## Where the p bands end: predicting the upper density of states of rocksalt BiTe

In a rocksalt crystal of two heavy p-block atoms, each p orbital points along a cube axis at the p orbitals of two neighbours of the other kind. The crystal behaves roughly as three sets of interpenetrating chains, Bi–Te–Bi–Te, and each set yields a bonding and an antibonding band. These bands have a fixed capacity, so they must end at some energy. The question of this section is what the density of states does there: whether it keeps falling towards a gap, or whether other states take over.

The table gives a scalar-relativistic PBEsol density of states, in states per eV and cell with both spins counted, against energy from the Fermi level. The columns headed DOS are the parts of the total that project on the Te 5p, Bi 6p, Te 5s and Bi 6s shells. The rocksalt cell is a model: BiTe at ambient conditions is layered and trigonal with Bi bilayers, which a cubic two-atom cell excludes, and its stability was not tested. The three highest rows are to be predicted.

Density of states of rocksalt BiTe (cubic a = 6.502 Å, 2 atoms in the primitive cell), from Ansatz 0.2.0 with scalar-relativistic PBEsol, plane-wave PAW, no spin polarisation, cutoff 420 eV, k mesh 12×12×12 and Gaussian smearing of 0.1 eV. Energies count from the Fermi level. Values are tetrahedron averages over 0.2 eV bins, every second bin listed; shell columns are Löwdin projections.

| energy (eV) | density of states total (states/eV/cell) | DOS Te 5p (states/eV/cell) | DOS Bi 6p (states/eV/cell) | DOS Te 5s (states/eV/cell) | DOS Bi 6s (states/eV/cell) |
| --- | --- | --- | --- | --- | --- |
| -7.95 | 0 | 0 | 0 | 0.0000 | 0.0000 |
| -7.55 | 0 | 0 | 0 | 0.0000 | 0.0000 |
| -7.15 | 0 | 0 | 0 | 0.0000 | 0.0000 |
| -6.75 | 0 | 0 | 0 | 0.0000 | 0.0000 |
| -6.35 | 0 | 0 | 0 | 0.0000 | 0.0000 |
| -5.95 | 0 | 0 | 0 | 0.0000 | 0.0000 |
| -5.55 | 0.09 | 0.05 | 0.04 | 0.0000 | 0.0000 |
| -5.15 | 0.57 | 0.3 | 0.26 | 0.0000 | 0.0000 |
| -4.75 | 0.88 | 0.47 | 0.39 | 0.0100 | 0.0100 |
| -4.35 | 1.21 | 0.66 | 0.51 | 0.0100 | 0.0100 |
| -3.95 | 1.8 | 1.03 | 0.73 | 0.0200 | 0.0200 |
| -3.55 | 1.92 | 1.12 | 0.73 | 0.0200 | 0.0300 |
| -3.15 | 1.9 | 1.16 | 0.67 | 0.0300 | 0.0400 |
| -2.75 | 1.9 | 1.22 | 0.59 | 0.0300 | 0.0500 |
| -2.35 | 1.79 | 1.25 | 0.45 | 0.0300 | 0.0600 |
| -1.95 | 2.05 | 1.62 | 0.28 | 0.0200 | 0.1000 |
| -1.55 | 0.37 | 0.33 | 0.02 | 0.0000 | 0.0300 |
| -1.15 | 0 | 0 | 0 | 0.0000 | 0.0000 |
| -0.75 | 0.05 | 0 | 0.04 | 0.0100 | 0.0000 |
| -0.35 | 1.93 | 0.16 | 1.58 | 0.1300 | 0.0100 |
| 0.05 | 1.5 | 0.28 | 1.1 | 0.0700 | 0.0100 |
| 0.45 | 1.25 | 0.33 | 0.83 | 0.0500 | 0.0200 |
| 0.85 | 1.2 | 0.37 | 0.74 | 0.0400 | 0.0100 |
| 1.25 | 1.19 | 0.4 | 0.71 | 0.0300 | 0.0100 |
| 1.65 | 1.24 | 0.44 | 0.72 | 0.0200 | 0.0100 |
| 2.05 | 1.48 | 0.53 | 0.85 | 0.0200 | 0.0100 |
| 2.45 | 1.77 | 0.55 | 0.79 | 0.0100 | 0.0100 |
| 2.85 | 1.61 | 0.53 | 0.7 | 0.0100 | 0.0000 |
| 3.25 | 1.5 | 0.46 | 0.61 | 0.0000 | 0.0000 |
| 3.65 | 1.3 | 0.32 | 0.41 | 0.0000 | 0.0000 |
| 4.05 | 1.07 | 0.18 | 0.22 | 0.0000 | 0.0000 |
| 4.45 | ? | ? | ? | ? | ? |
| 4.85 | ? | ? | ? | ? | ? |
| 5.25 | ? | ? | ? | ? | ? |

### Counting the p states

Two atoms bring six p orbitals, hence six bands and twelve states, half bonding and half antibonding. Summing the total from the bottom of the lower group up to the zero at $-1.15$ eV, each row weighted by the row spacing, gives 5.79 states, close to the 6 of three full bands. The shortfall of about 0.2 gauges the accuracy of such sums, since each bin is half as wide as the spacing and a sharp peak can lie between two rows.

BiTe has 11 valence s and p electrons. Four fill the two s-derived bands that lie deeper than this energy window, six fill the bonding p bands, and one is left over. The sum from the gap to the Fermi level gives 1.02, so the cell is a metal and the zero in the table is a gap among occupied states. The run was not spin-polarised, so a zero moment for this odd electron is imposed, not found.

The chain picture also says how the two atoms share the bands. Let the Bi and Te p levels lie at $\bar\varepsilon+\Delta$ and $\bar\varepsilon-\Delta$, coupled by a hopping $t$ over the bond length $d$. The two bands of a chain are

$$E_\pm(k)=\bar\varepsilon\pm\sqrt{\Delta^2+4t^2\cos^2 kd}.$$

Where $\cos kd=0$ the coupling vanishes, the states are pure Te below and pure Bi above, and they border the gap. At the outer ends of the bands the coupling is strongest and the two atoms share the states most evenly.

The table follows this pattern. Just above the gap, at $-0.35$ eV, Bi 6p carries 82 % of the total, whereas near the bottom of the bonding group the two shells are almost level, 0.30 for Te against 0.26 for Bi. The top of the antibonding group should mirror the bottom, with Te and Bi weights drawing together as both fade. Spin-orbit coupling, which splits Bi 6p on the eV scale, is left out of a scalar-relativistic run, so the width of the gap and the shape near the Fermi level hold for this level of theory only.

### Signs that other bands have entered

From 2.45 eV upward the total falls at every known row, and a straight continuation would suggest a second gap. The count speaks against it. The states from the gap up to 4.25 eV already number 6.84, more than the 6 that the antibonding p bands can hold. The excess of 0.84 is about four times the sampling error found in the lower group, so further bands overlap the p bands.

These bands show up in the unprojected part $u$, the total minus the four shell columns. The projection covers only shells that are occupied in the atoms, so any state built from empty shells or spread through the space between atoms lands largely in $u$. Between the Fermi level and 2 eV, $u$ stays at 0.05 or below, comparable to the 0.025 that rounding of five columns can produce. By the last known row it has grown to 0.67, well over half of the total there. That the new states are d-like or interstitial is a guess which these columns do not test.

The upper density of states is therefore a sum of a dying p part and a growing $u$, and each can be forecast separately. A p shell holds 6 states, of which the known rows account for all but 0.50 on Te and 0.41 on Bi, so the p weight has little room left. The central forecast lets each p column shrink by its last row-to-row ratio, a compromise between two limits. The lower limit is a sharp band edge, taken as a least-squares line through the last three known rows cut off at zero; the upper limit is a plateau at the last known value, as if the new bands carried that much p admixture.

### A free-mass band for the unprojected part

Near its minimum a new band is parabolic. For free electrons in a cell of volume $V$, the number of states below wave number $k$, with both spins, is $Vk^3/3\pi^2$. Setting $E-E_0=\hbar^2k^2/2m$, with $E_0$ the band minimum and $m$ the free mass, and differentiating gives

$$u(E)=C\sqrt{E-E_0},\qquad C=\frac{V}{2\pi^2}\left(\frac{2m}{\hbar^2}\right)^{3/2}=0.468\ \text{eV}^{-3/2}$$

for $V=2\times34.37$ Å$^3$.

Only $E_0$ is fitted, by least squares on the six known rows from 2.05 eV upward. The result is $E_0=2.03$ eV with a root-mean-square residual of 0.067, well above the rounding. The worst row is the jump at 2.45 eV, where the table lies above the curve before dipping below it. That the free mass works at all is given no meaning, because several valleys of lighter mass, or admixture within the p bands, could imitate it. A straight line through the last four known values of $u$ serves as the alternative.

The estimate for the first withheld row, which was not part of the fit, runs as follows:

$$u=0.468\sqrt{4.45-2.03}=0.73,$$
$$\text{Te 5p}=0.18\times0.56=0.10,\qquad \text{Bi 6p}=0.22\times0.54=0.12,$$
$$\text{total}=0.73+0.10+0.12=0.95.$$

The error bar is lopsided, because a band that has not yet started leaves no trace in the known rows and can only add states. A free gas of all 11 electrons in this cell sets the scale of what could come: its density of states is about 1.85 at these energies, twice the forecast. Its cumulative count at the top of the known rows is 18.1, against 16.6 from the table with the four s states added. The upper bar is opened towards the free-gas level by one, two and three thirds over the three rows, a chosen rule and not a statistical one. The lower bar takes $u$ minus two root-mean-square residuals plus the band-edge values of the p columns:

$$\text{low}=0.73-0.13+0.04+0.02=0.66,\qquad \text{high}=0.95+\tfrac13(1.83-0.95)=1.24.$$

The forecasts, in states/eV/cell with their ranges, are these.

| quantity | 4.45 eV | 4.85 eV | 5.25 eV |
|---|---|---|---|
| total | 0.95 (0.66–1.24) | 0.91 (0.65–1.54) | 0.91 (0.71–1.87) |
| Te 5p | 0.10 (0.04–0.18) | 0.06 (0–0.18) | 0.03 (0–0.18) |
| Bi 6p | 0.12 (0.02–0.22) | 0.06 (0–0.22) | 0.03 (0–0.22) |
| $u$ | 0.73 (0.59–1.02) | 0.79 (0.65–1.41) | 0.84 (0.71–1.81) |
| s shells together | 0 (0–0.02) | 0 (0–0.02) | 0 (0–0.02) |

In words: the steep fall stops and no gap opens, $u$ makes the majority of the total, and Bi 6p stays within 0.05 of Te 5p. A miss is likelier upward and at 5.25 eV.

### The computed rows

The withheld rows as computed:

| energy (eV) | density of states total (states/eV/cell) | DOS Te 5p (states/eV/cell) | DOS Bi 6p (states/eV/cell) | DOS Te 5s (states/eV/cell) | DOS Bi 6s (states/eV/cell) |
| --- | --- | --- | --- | --- | --- |
| 4.45 | 1.18 | 0.12 | 0.15 | 0.0000 | 0.0000 |
| 4.85 | 0.88 | 0.02 | 0.02 | 0.0000 | 0.0000 |
| 5.25 | 0.85 | 0 | 0.01 | 0.0000 | 0.0000 |

The misses, computed minus central forecast in states/eV/cell, are collected below with the computed $u$.

| quantity | 4.45 eV | 4.85 eV | 5.25 eV |
|---|---|---|---|
| total | +0.23 | −0.03 | −0.06 |
| Te 5p | +0.02 | −0.04 | −0.03 |
| Bi 6p | +0.03 | −0.04 | −0.02 |
| $u$, computed | 0.91 | 0.84 | 0.84 |
| $u$, square-root miss | +0.18 | +0.05 | 0.00 |
| $u$, straight-line miss | +0.14 | −0.03 | −0.14 |

Every value lies inside its range, which says little where the upper bars were as wide as at the two highest rows. The qualitative statements held without such help. No gap appears in the three rows, the s columns stay at zero, and $u$ takes over, from 77 % of the total to 99 %. The two p columns stay within 0.03 of each other, as the mirror of the bonding group suggested.

The forecast that the steep fall stops was right only on average. The total rises by 0.11 into the first withheld row and then drops by 0.30, a larger step than the last known one of 0.23. Only the final step is nearly flat. A sum of two smooth curves had no means of producing this bump.

The bump is also the largest miss, 0.23 on a forecast total of 0.95, and it fell in the nearest row, where the forecast was held to be safest. Most of it, 0.18, sits in $u$, which is nearly three root-mean-square residuals and stays in range only because the upper bar was opened. The direction, upward, was the one named, but the place was not. The known rows held a smaller excursion of $u$ above the curve at 2.45 eV. A van Hove feature, where a band flattens at a saddle, would look like this, but that cause stays a guess, since the band energies used below cover only a small part of the zone.

The p columns miss with a pattern: the forecast is too low in the first row and too high in the other two. The weight holds up at 4.45 eV and then collapses to 0.02 on each atom, which looks like a band edge and not like a slow tail. The run's band energies agree: along a cube axis from the zone centre to the zone boundary, the antibonding p band tops out at 4.859 eV, inside the bin of the second withheld row. The chain model also ends at a finite energy, but lone chains would pile up states there; the fading seen in the table needs couplings between chains, which the model omits. The small values in the last two rows show that the new states carry almost no projected p weight at these energies. The position of the edge would shift with spin-orbit coupling on Bi, and the PBEsol run used datasets made for PBE, so it is a feature of these settings.

The sum rule bounded the p weight without fixing it. Te 5p adds only $(0.12+0.02+0.00)\times0.4\approx0.06$ states of the 0.50 that were left. The sampling error and p admixture in bands outside this window are both able to absorb the rest, and the table does not apportion it. A capacity argument gives a ceiling on what remains, and here the ceiling was far from reached.

### Why the hit at the highest row proves little

The square root meets $u$ to within rounding at 5.25 eV, where the straight line overshoots by 0.14, yet the shape is wrong. The model rises through the three rows, while the computed $u$ falls once and then stays level. The line is the closer of the two in the first two rows, so neither form describes the sequence.

Counting shows why a single parabola should not be trusted this far. Integrating the model gives $\tfrac23C(E-E_0)^{3/2}$ states, and one band holds 2:

$$E-E_0=\left(\frac{3}{0.468}\right)^{2/3}=3.45\ \text{eV},\qquad E\approx5.5\ \text{eV}.$$

The highest row thus lies where a lone free-mass band would be nearly full. A real band bends away from its parabola at the zone boundary well before that, so the agreement there is largely chance.

The table's own count agrees with this reading. The three rows add $(1.18+0.88+0.85)\times0.4=1.16$ states, which brings the upper group to $6.84+1.16=8.0$, the six antibonding p states and one further band's worth. Yet these extra states do not all belong to one band. The run's band energies from the zone centre $\Gamma$ to the point X on a cube axis show three further bands that meet at $\Gamma$ at 4.699 eV. Two of them rise from there through the two highest rows, and the third falls to 2.251 eV at X.

The falling band also hints at what $u$ is made of. It crosses an antibonding p band with no visible repulsion, so the two differ in symmetry, and a threefold level that splits in this way points to d orbitals of the xy, yz and zx kind. Its minimum at X lies above the fitted onset of 2.03 eV, and the zone of this crystal has three such points. The free-mass parabola was thus at least partly a stand-in for three valleys that start later. A later start leaves them fewer states at 2.45 eV unless they also rise faster, so the jump of $u$ there may have another source, which these energies do not show.

The climb towards the free-gas level that the upper bars allowed for did not come within the window: the total stays below half of it in the two highest rows, and the lag in the count grows. That lag need not ever close, because the gas was aligned with the crystal at the Fermi level by choice, and another mean potential would shift its count. What theory leads one to expect is that the density of states itself approaches the free-gas level on average at high energy, but it does not say how soon. Whether the level stretch near 0.85 ends in a dip or in a rise towards the free-gas level is the question these rows leave open.
